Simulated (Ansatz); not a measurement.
# Appearance energy of a fragment ion: C3H10Ge → [C3H7]+ + GeH3 + e⁻

Species: C3H10Ge `C[CH](C)[GeH3]`, singlet; [C3H7]+ `C[CH+]C`, singlet; GeH3 `[GeH3]`, doublet. 

Shapes, held fixed at every level: PBE0-D4/def2-TZVP. Programs: Ansatz 0.2.0. Electronic energies: no zero-point or thermal term.

Estimate ΔE of this reaction.

The highest level, CCSD(T)/def2-TZVPP, gives ΔE = +10.74 eV; the levels span +9.13 to +10.88. The column of differences is taken from that level and isn't an error. No measured value is set beside it here. Open shells run unrestricted unless RO is named. Relativity is left out for Ge unless named. Correlated rows may include outer-core shells of Ge, which these sets cover unevenly. The onset seen in experiment also holds zero-point changes and kinetic shifts. Times are processor times on shared x86 and Arm servers, and rough.

| level | kind | ΔE (eV) | less CCSD(T)/def2-TZVPP | CPU time (sum over the molecules) |
| --- | --- | --- | --- | --- |
| HF/def2-SVP | Hartree–Fock | +9.13 | -1.61 | – |
| SPW92/def2-TZVPP | LDA | +10.82 | +0.08 | 10 s |
| PBE-D4/def2-TZVPP | GGA | +10.42 | -0.32 | 19 s |
| PBE0-D4/def2-TZVPP | global hybrid | +10.54 | -0.20 | 25 s |
| r2SCAN0-D4/def2-TZVPP | global hybrid | +10.48 | -0.26 | 35 s |
| B2PLYP/def2-TZVPP | double hybrid | +10.43 | -0.31 | 53 s |
| MP2/def2-TZVPP | perturbation theory | +10.88 | +0.14 | – |
| CCSD(T)/def2-TZVPP | coupled cluster or CI | +10.74 | 0.00 | 72 s |

Forming the isopropyl cation and a germyl radical from isopropylgermane costs +10.74 eV at the coupled-cluster level. The energy can be read as homolytic cleavage of the Ge–C bond followed by ionization of the isopropyl radical. The second step is eased because the electron leaves a carbon-centred radical orbital and the two methyl groups stabilize the resulting empty p orbital by hyperconjugation, while the unpaired electron stays on germanium.

Hartree–Fock falls far below every other level, probably because it misses the correlation energy of the Ge–C bonding pair, which is lost in the products, though its smaller basis may also contribute. The GGA, both global hybrids and the double hybrid all lie below coupled cluster, whereas LDA and MP2 lie above it. Moving from the GGA to the double hybrid brings almost no gain, and the closeness of LDA for this single reaction doesn't establish general reliability. Whether this channel opens before charge retention on germanium or elimination of propene remains undetermined.
